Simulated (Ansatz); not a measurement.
# HfB: energy above lowest point and pressure as volume scale varies

All results are calculated (Ansatz 0.2.0). Free energy against uniform scaling of the volume at fixed shape and fractions; periodic cell, basis, potentials, k mesh and filling as listed.

The cell before it is scaled or strained (space group Fm-3m, No. 225):
```
HfB
1.0
      0.0000     2.3100     2.3100
      2.3100     0.0000     2.3100
      2.3100     2.3100     0.0000
Hf B
1 1
Direct
  0.50000 0.50000 0.50000
  0.00000 0.00000 0.00000
```

Settings of every row: functional PBE; dispersion none; potentials PAW; wave cutoff 450 eV; density cutoff 1800 eV; k mesh 9x9x9; k shift 0x0x0; occupations cold; smearing width 0.1 eV; spin none.

Limits: all rows lie far from zero pressure; coarse k mesh, up to 40 meV an atom off; minimum outside the range; no spin-orbit coupling, which can matter with elements this heavy.

| row | volume scale | V (Å³/atom) | energy above lowest point (meV/atom) | pressure (GPa) |
| --- | --- | --- | --- | --- |
| 1 | 0.92 | 11.34 | 383.9 | 56.41 |
| 2 | 0.9467 | 11.669 | 278.5 | 46.52 |
| 3 | 0.9733 | 11.997 | 192.3 | 37.73 |
| 4 | 1 | 12.326 | 123.1 | 29.9 |
| 5 | 1.0267 | 12.656 | 69 | 22.93 |
| 6 | 1.0533 | 12.983 | ? | ? |
| 7 | 1.08 | 13.313 | 0 | 11.15 |

Question: what energy above lowest point and pressure should row 6 give?

Worked fit of energy above lowest point. Take u = (V_r/V)^(2/3) − 1 with V_r = 12.162 Å³ an atom, which is twice the finite (Eulerian) strain; such expansions in the strain, on which the Birch-Murnaghan equation of state is built, carry the rest volume and the bulk modulus. The shown rows have u = 0.04776, 0.02797, 0.00915, -0.00889, -0.02619, -0.0585. Least squares give energy above lowest point = 155.62 + 3828.5 × u + 19962 × u² meV/atom; a straight line predicts inner rows, each left out in turn, worse (root mean square 22 against 0.14 meV/atom). The rows lie off it by -0.1, 0.2, 0.0, -0.1, 0.0, 0.0. The withheld row has u = -0.04261, so the fit gives 155.62 + 3828.5 × (-0.04261) + 19962 × (-0.04261)² = 28.7 meV/atom.

The calculation gave 28.5 meV/atom. The fit lies 0.2 meV/atom (0.052 % of the column's range) above it; its largest miss of a shown row is 0.2 meV/atom.

Worked fit of pressure. Take u = (V_r/V)^(2/3) − 1 with V_r = 12.162 Å³ an atom, which is twice the finite (Eulerian) strain; such expansions in the strain, on which the Birch-Murnaghan equation of state is built, carry the rest volume and the bulk modulus. The shown rows have u = 0.04776, 0.02797, 0.00915, -0.00889, -0.02619, -0.0585. Least squares give pressure = 33.703 + 434.8 × u + 846 × u² GPa; a straight line predicts inner rows, each left out in turn, worse (root mean square 0.94 against 0.031 GPa). The rows lie off it by 0.01, -0.01, -0.02, 0.00, 0.03, -0.01. The withheld row has u = -0.04261, so the fit gives 33.703 + 434.8 × (-0.04261) + 846 × (-0.04261)² = 16.71 GPa.

The calculation gave 16.71 GPa. The fit meets it to the printed digit.
